## 1. Premises and conventions

Units: $Q$ in Å$^{-1}$, $r$ in Å.

1. The sample is isotropic and homogeneous, with atomic number density $\rho_0$, atomic fractions $c_\alpha$ and coherent neutron scattering lengths $b_\alpha$ independent of $Q$.
2. The static approximation holds after correction for inelasticity, so that the corrected data give the equal-time structure factor $S(Q)$, normalised to $S\to1$ at large $Q$.
3. $S(Q)$ is known exactly on $0\le Q\le Q_{\max}$ and not beyond.
4. $G(r)$ defined below is absolutely integrable, as for a glass, whose correlations decay.

With $\langle b\rangle=\sum_\alpha c_\alpha b_\alpha$ and partial pair distribution functions $g_{\alpha\beta}$,
$$g(r)=\sum_{\alpha\beta}\frac{c_\alpha c_\beta b_\alpha b_\beta}{\langle b\rangle^2}\,g_{\alpha\beta}(r),\quad G(r)=4\pi\rho_0 r\,[g(r)-1],\quad T(r)=G(r)+4\pi\rho_0 r .$$
The angular average of $e^{i\mathbf Q\cdot\mathbf r}$ is $\sin(Qr)/(Qr)$, so $S-1=4\pi\rho_0\int_0^\infty r^2(g-1)\frac{\sin Qr}{Qr}dr$. Multiply by $Q$ and invert the sine transform:
$$F(Q)\equiv Q[S(Q)-1]=\int_0^\infty G(r)\sin Qr\,dr,\qquad G(r)=\frac2\pi\int_0^\infty F(Q)\sin Qr\,dQ.\tag{1}$$
What can be computed from data is
$$G_M(r)=\frac2\pi\int_0^{Q_{\max}}M(Q)F(Q)\sin Qr\,dQ,\tag{2}$$
where the modification function $M$ is bounded, smooth on $[0,Q_{\max}]$, even in $Q$, has $M(0)=1$, and is set to zero above $Q_{\max}$. The difference $G_M-G$ for the bare cut is the termination error.

## 2. The convolution theorem for the sine transform

Insert the first of (1) in (2). The $Q$ range is finite, $M$ is bounded and $G$ is integrable, so the order of integration may be exchanged:
$$G_M(r)=\int_0^\infty dr'\,G(r')\,\frac2\pi\int_0^{Q_{\max}}M(Q)\sin Qr\,\sin Qr'\,dQ .$$
Use $2\sin Qr\sin Qr'=\cos Q(r-r')-\cos Q(r+r')$ and define the peak function
$$P(x)=\frac1\pi\int_0^{Q_{\max}}M(Q)\cos Qx\,dQ,\tag{3}$$
which is even in $x$. Then
$$G_M(r)=\int_0^\infty G(r')\,[P(r-r')-P(r+r')]\,dr'.$$
Extend $G$ as an odd function, $G(-r)=-G(r)$. In the second term put $r'\to-r'$: it becomes $\int_{-\infty}^0G(r')P(r-r')dr'$. Hence
$$G_M(r)=\int_{-\infty}^{\infty}G(r')\,P(r-r')\,dr'.\tag{4}$$
Three consequences.

* Area. Eq. (3) makes $P$ the inverse Fourier transform of $M$, so $\int P\,dx=M(0)=1$.
* Linear background. With limits symmetric about $r$, $\int r'P(r-r')dr'=r\int P\,dx-\int xP\,dx=r$, since $xP$ is odd. So $T_M=G_M+4\pi\rho_0r$ is $T$ convolved with the same $P$. The functions $g$ and $4\pi\rho_0r^2g$ differ from $T$ by powers of $r$ and are not broadened symmetrically; peaks are fitted in $T$ or $G$.
* Mirror term. Each peak at $r_0$ has a negative image at $-r_0$, whose tail $-P(r+r_0)$ enforces $G_M(0)=0$.

## 3. Step cut

For $M=1$, (3) gives, with $u=Q_{\max}x$,
$$P_S(x)=\frac{\sin Q_{\max}x}{\pi x}=\frac{Q_{\max}}{\pi}\frac{\sin u}{u}.\tag{5}$$

* Height $Q_{\max}/\pi$.
* Half height: $\sin u=u/2$ has the root $u=1.895$, so FWHM $=3.791/Q_{\max}$.
* Zeros at $u=n\pi$, $n\ne0$; the ripple period is $2\pi/Q_{\max}$.
* Extrema at $\tan u=u$, where $\sin u/u=\cos u$: $-0.217$ of the central height at $u=4.493$, $+0.128$ at $u=7.725$.
* Envelope $1/(\pi|x|)$. The area within $\pm X$ is $(2/\pi)\,\mathrm{Si}(Q_{\max}X)$, with $\mathrm{Si}(z)=\int_0^z\frac{\sin s}{s}ds$. For large $z$, $\mathrm{Si}(z)\simeq\pi/2-\cos z/z$, so the area oscillates about 1 with amplitude $2/(\pi Q_{\max}X)$.

Origin of the ripple. Integrate (3) twice by parts; the terms at $Q=0$ vanish because $\sin0=0$ and $M'(0)=0$:
$$P(x)=\frac1\pi\left[\frac{M(Q_{\max})\sin u}{x}+\frac{M'(Q_{\max})\cos u}{x^2}\right]+O(x^{-3}).\tag{6}$$
The ripple is fixed by the behaviour of $M$ at the cut. Its period is always $2\pi/Q_{\max}$. A jump gives $1/x$ decay; a window that reaches zero with finite slope gives $1/x^2$.

## 4. The Lorch function

Average the truncated function $G_S$ over an interval $\pm\Delta$. For each sine component
$$\frac1{2\Delta}\int_{r-\Delta}^{r+\Delta}\sin Qr'\,dr'=\frac{\cos Q(r-\Delta)-\cos Q(r+\Delta)}{2Q\Delta}=\sin Qr\,\frac{\sin Q\Delta}{Q\Delta}.$$
The running average is therefore (2) with $M=\sin(Q\Delta)/(Q\Delta)$. A ripple of constant amplitude is cancelled when the interval $2\Delta$ equals one period, $2\pi/Q_{\max}$. This fixes
$$M_L(Q)=\frac{\sin Q\Delta}{Q\Delta},\qquad\Delta=\frac{\pi}{Q_{\max}},\tag{7}$$
the function of Lorch (1969). The same choice puts the first zero of $M_L$ at the cut and removes the $1/x$ term of (6). The average is one-dimensional and acts on $G$; averaging $g$ over a sphere of radius $\Delta$ would give the different window $3(\sin z-z\cos z)/z^3$, $z=Q\Delta$.

Peak function. In (3) use $2\sin Q\Delta\cos Qx=\sin Q(x+\Delta)-\sin Q(x-\Delta)$, and $\int_0^{Q_{\max}}\frac{\sin Qa}{Q}dQ=\mathrm{Si}(Q_{\max}a)$:
$$P_L(x)=\frac{Q_{\max}}{2\pi^2}\,[\mathrm{Si}(u+\pi)-\mathrm{Si}(u-\pi)].\tag{8}$$

* Height. Si is odd, so $P_L(0)=Q_{\max}\mathrm{Si}(\pi)/\pi^2$ with $\mathrm{Si}(\pi)=1.852$: a fraction $\mathrm{Si}(\pi)/\pi=0.589$ of the step height.
* Half height. $\mathrm{Si}(u+\pi)-\mathrm{Si}(u-\pi)=\mathrm{Si}(\pi)$ has the root $u=2.718$, so FWHM $=5.437/Q_{\max}$, which is 43 % wider than for the step.
* Extrema. Since $\sin(u\pm\pi)=-\sin u$,
$$\frac{d}{du}[\mathrm{Si}(u+\pi)-\mathrm{Si}(u-\pi)]=-\sin u\left[\frac1{u+\pi}-\frac1{u-\pi}\right]=\frac{2\pi\sin u}{u^2-\pi^2}.\tag{9}$$
At $u=\pi$ the zero of the numerator is cancelled by that of the denominator, so the side extrema lie at $u=n\pi$, $n\ge2$. Relative heights: $[\mathrm{Si}(3\pi)-\mathrm{Si}(\pi)]/2\mathrm{Si}(\pi)=-0.048$ and $[\mathrm{Si}(4\pi)-\mathrm{Si}(2\pi)]/2\mathrm{Si}(\pi)=+0.020$.
* Tail. $M_L'(Q_{\max})=\cos\pi/Q_{\max}=-1/Q_{\max}$, so (6) gives $P_L\simeq-\cos u/(\pi Q_{\max}x^2)$, smaller than the step envelope by $1/u$. The ripples are reduced, not removed.

Noise. Let $S$ carry independent noise of constant variance $s^2$ in bins of width $\delta Q$. Writing (2) as a sum, $\operatorname{var}G_M=(2/\pi)^2s^2\,\delta Q\int M^2Q^2\sin^2Qr\,dQ$. For $r\gg\Delta$ replace $\sin^2Qr$ by $1/2$. The remaining integral is $Q_{\max}^3/3$ for the step and $\Delta^{-2}\int_0^{Q_{\max}}\sin^2Q\Delta\,dQ=Q_{\max}^3/2\pi^2$ for Lorch. The rms noise falls by the factor $\sqrt{3/2\pi^2}=0.39$. Counting noise usually grows with $Q$, which makes the factor smaller.

## 5. Peaks of finite width

Take a shell of $N$ oxygen atoms round phosphorus, Gaussian in $T$ with centre $r_0$, rms width $\sigma\ll r_0$ and area $A$. The P–O and O–P terms contribute $4\pi\rho_0r\cdot2c_Pc_Ob_Pb_O\,g_{PO}/\langle b\rangle^2$ to $T$, while $N=\int4\pi r^2\rho_0c_O\,g_{PO}\,dr$. With $w=2c_Pb_Pb_O/\langle b\rangle^2$ this reads $wN=\int rT\,dr=Ar_0$, so $A=wN/r_0$.

The sine transform of the odd-extended Gaussian is $A\sin(Qr_0)\,e^{-\sigma^2Q^2/2}$. Repeating Section 2, the shell appears in $T_M$ as $A[p(r-r_0)-p(r+r_0)]$ with
$$p(x)=\frac1\pi\int_0^{Q_{\max}}M(Q)\,e^{-\sigma^2Q^2/2}\cos Qx\,dQ.\tag{10}$$
Disorder acts as a window of its own. For the step, the departure from the pure Gaussian $p_\infty$ is the missing tail; linearising the exponent about $Q_{\max}$,
$$p_S-p_\infty=-\frac1\pi\mathrm{Re}\int_{Q_{\max}}^\infty e^{-\sigma^2Q^2/2+iQx}dQ\simeq-\frac{e^{-\sigma^2Q_{\max}^2/2}}{\pi}\,\mathrm{Re}\frac{e^{iu}}{\sigma^2Q_{\max}-ix},\tag{11}$$
with relative corrections of order $\sigma^2/(x^2+\sigma^4Q_{\max}^2)$. At the centre, exactly, $p_S(0)=p_\infty(0)\,\mathrm{erf}(\sigma Q_{\max}/\sqrt2)$.

The step ripple thus dies as $e^{-\sigma^2Q_{\max}^2/2}$. The Lorch broadening does not. When the cut is immaterial, $p_L$ is the Gaussian convolved with the box of half-width $\Delta$, and variances add:
$$\sigma_{\rm eff}^2=\sigma^2+\Delta^2/3,\tag{12}$$
in accord with $M_L=1-\Delta^2Q^2/6+\dots$. Once $\sigma Q_{\max}$ is about 2 or more, the Lorch window costs much resolution to remove a small ripple, and its main benefit is noise reduction.

## 6. Resolution of a doublet

Two equal peaks at separation $d$ sum to $H(y)=p(y-d/2)+p(y+d/2)$. $H$ is even and $H''(0)=2p''(d/2)$. A central dip exists when $p''(d/2)>0$, so it first appears when $d/2$ passes the inflection point of $p$ (Sparrow's criterion). For sharp peaks, $p=P$:

* Step: $(\sin u/u)''=[(2-u^2)\sin u-2u\cos u]/u^3=0$ at $u=2.082$; a dip needs $dQ_{\max}>4.16$.
* Lorch: differentiating (9), $(u^2-\pi^2)\cos u=2u\sin u$ at $u=2.631$; a dip needs $dQ_{\max}>5.26$.
* Pure Gaussians, no cut: $d>2\sigma$.

The first two are necessary conditions for ideal shells. Finite $\sigma$ and unequal areas call for (10).

## 7. Range of validity

* Eq. (4) is exact under premises 1–4, for any such $M$. One kernel serves all pairs only because the $b_\alpha$ are constants. For X-rays the weights $f_\alpha(Q)f_\beta(Q)/\langle f\rangle^2$ multiply $M$ in (3), and each pair has its own $P$.
* A lower limit $Q_{\min}$ subtracts $\sin(Q_{\min}x)/\pi x$ from (5), and nearly the same from (8) because $M_L\approx1$ there. This is a slowly varying baseline of scale $1/Q_{\min}$.
* Instrument resolution is a smearing in $Q$ and lies outside (4). On a time-of-flight diffractometer the rms width is roughly $\epsilon Q$ within one detector bank. To leading order in $\epsilon$ it damps $\sin Qr_0$ by $e^{-\epsilon^2Q^2r_0^2/2}$, adding $\epsilon^2r_0^2$ to $\sigma^2$: a broadening that grows with $r_0$.
* Binning at $\delta Q$ limits the result to $r<\pi/\delta Q$.
* Faults of normalisation, background or inelasticity correction enter $F$ multiplied by $Q$. They are not termination effects, though they also oscillate at low $r$, and a window hides them without curing them.
* The widths $3.791/Q_{\max}$ and $5.437/Q_{\max}$ belong to the kernel. They are the observed widths only for $\sigma Q_{\max}\ll1$, and the FWHM of these non-Gaussian kernels does not add exactly in quadrature.
* Eqs. (10)–(12) assume Gaussian shells with $\sigma\ll r_0$.

## 8. Illustration: P–O bonds at $Q_{\max}=50$ Å$^{-1}$

Model of a metaphosphate glass such as NaPO$_3$: chains of PO$_4$ tetrahedra, each with two terminal and two bridging oxygens. Inputs, typical values: $r_T\approx1.48$ Å, $r_B\approx1.61$ Å, and one common width $\sigma\approx0.04$ Å. Spallation neutron data are taken to $Q_{\max}=50$ Å$^{-1}$. Then $d=0.13$ Å, $dQ_{\max}=6.5$, $\sigma Q_{\max}=2$.

Kernels. Ripple period 0.126 Å; $\Delta=0.0628$ Å; FWHM 0.076 Å (step) and 0.109 Å (Lorch), against an intrinsic Gaussian FWHM $2\sqrt{2\ln2}\,\sigma=0.094$ Å. Sharp equal shells would show a dip above $Q_{\max}=32$ Å$^{-1}$ (step) and 40 Å$^{-1}$ (Lorch). The first positive step lobe lies 0.15 Å from its parent, close to $d$, so a splitting of this size has to be tested against changes of $Q_{\max}$: a ripple moves as $1/Q_{\max}$, a bond does not. From (12), $\Delta/\sqrt3=0.036$ Å rivals $\sigma$, and $\sigma_{\rm eff}\approx0.054$ Å.

Eq. (10) with $t=Q/Q_{\max}$ is $p=(50/\pi)\int_0^1Me^{-2t^2}\cos(ut)\,dt$, needed at $u=0$, 3.25 and 6.5. In Å$^{-1}$:

| window | $p(0)$ | $p(d/2)$ | $p(d)$ |
|---|---|---|---|
| no cut | 9.97 | 2.66 | 0.05 |
| step | 9.52 | 2.97 | −0.06 |
| Lorch | 7.09 | 3.77 | 0.36 |

Areas per unit $w$: $a_T=2/1.48=1.351$ and $a_B=2/1.61=1.242$ Å$^{-1}$, differing by 9 %. The doublet is $T_M/w=a_T\,p(r-r_T)+a_B\,p(r-r_B)$; in Å$^{-2}$, with midpoint $r_m=1.545$ Å:

| window | at $r_T$ | at $r_m$ | at $r_B$ | ratio $r_m$ to $r_B$ |
|---|---|---|---|---|
| no cut | 13.5 | 6.9 | 12.5 | 0.55 |
| step | 12.8 | 7.7 | 11.7 | 0.66 |
| Lorch | 10.0 | 9.8 | 9.3 | 1.05 |

With the step the model's doublet is clearly split. Its ripple is damped by $e^{-2}=0.135$. At $x=0.3$ Å, with $\sigma^2Q_{\max}=0.08$ Å, the envelope of (11) is $e^{-2}/(\pi\sqrt{0.3^2+0.08^2})=0.14$ Å$^{-1}$, or 1.5 % of $p_S(0)$. The ripples of the two shells add nearly in phase, since $dQ_{\max}=6.5$ is close to $2\pi$.

With Lorch the model sits at the limit of resolution. For equal areas a dip survives, but its depth is 1.6 % of the maximum, and the maxima, found from $H'(y)=0$, are 0.08 Å apart instead of 0.13 Å. The 9 % tilt of the areas removes this dip: the slope stays negative between $r_m$ and $r_B$, and the bridging bond is a shoulder.

Neglected terms. The mirror peaks at $r+r_0\approx3$ Å have step envelope 0.014 Å$^{-1}$ and shift the second table by at most about 0.04 Å$^{-2}$. The O–O shell near 2.5 Å, with a typical $\sigma\approx0.08$ Å, has its ripple damped by $e^{-8}=3\times10^{-4}$. A typical backscattering resolution $\epsilon\approx0.005$ gives $\epsilon r_0=0.008$ Å at 1.6 Å and adds 4 % to $\sigma^2$: small for the step result, but acting against the marginal Lorch dip.

The ratios 0.66 and 1.05 are the model's. The distances and width were chosen as typical of metaphosphate glasses. Bridging bonds typically have a somewhat broader distribution than terminal ones, which would fill the dip further, while vitreous P$_2$O$_5$ has a typically larger separation, about 0.15 Å, which deepens it. Whichever window is displayed, $r_T$, $r_B$, $N$ and $\sigma$ are obtained by fitting the shapes (10), computed with the same $M$ and $Q_{\max}$, and are not read from the apparent maxima.